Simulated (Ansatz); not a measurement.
## Abstraction of F: C3H8BF + C3H5 → C3H8B + C3H5F

Species: C3H8BF `CCB(C)F`, singlet; C3H5 `[CH2]C=C`, doublet; C3H8B `C[B]CC`, doublet; C3H5F (allyl fluoride) `C=CCF`, singlet. A radical takes F: the energy is the difference in strength between the B–F bond broken and the C–F bond made.

Shapes, held fixed at every level: PBE0-D4/def2-TZVP. Flexible molecules stand in one conformer, not always the lowest. Programs: Ansatz 0.2.0. Electronic energies: no zero-point or thermal term.

Q: Estimate ΔE of this reaction.

A: B2PLYP/def2-TZVPP gives ΔE = +305.6 kJ/mol; the levels span +293.5 to +326.3. The median of the levels is +305.6. No measured value is set beside it here. Spin contamination: C3H5 (⟨S²⟩ up to 0.95). Open shells run unrestricted. Times are processor times on shared x86 and Arm servers, and rough.

| level | kind | ΔE (kJ/mol) | CPU time (sum over the molecules) |
| --- | --- | --- | --- |
| HF/def2-TZVPP | Hartree–Fock | +326.3 | – |
| PBE-D4/def2-TZVPP | GGA | +293.5 | 26 s |
| r2SCAN-D4/def2-TZVPP | meta-GGA | +310.6 | 46 s |
| PBE0-D4/def2-TZVPP | global hybrid | +299.4 | 30 s |
| wB97M-V/def2-TZVPP | range-separated hybrid | +308.3 | 1.7 min |
| wB97X-V/def2-TZVPP | range-separated hybrid | +302.0 | 85 s |
| B2PLYP/def2-TZVPP | double hybrid | +305.6 | 56 s |

Fluorine transfer from boron to the allyl radical is strongly uphill at every level, and the spread between methods is small beside the reaction energy itself. The B–F bond is much stronger than the allylic C–F bond that replaces it. Boron's low electronegativity makes its bond to fluorine highly polar, and a fluorine lone pair also donates into the formally empty boron p orbital; carbon in allyl fluoride has no comparable low-lying acceptor. The attacking radical adds to the cost, because forming the C–F bond localises an electron that was delocalised over the allyl π system.

The Hartree–Fock value is the highest, probably in part because unrestricted spin polarisation favours the allyl radical on the reactant side. The order of the functionals doesn't simply follow their share of exact exchange, since r2SCAN lies above PBE0 and both range-separated hybrids.

The results support a strong thermodynamic preference for fluorine on boron, so the reverse transfer is downhill, but they don't show how large a barrier it would face.
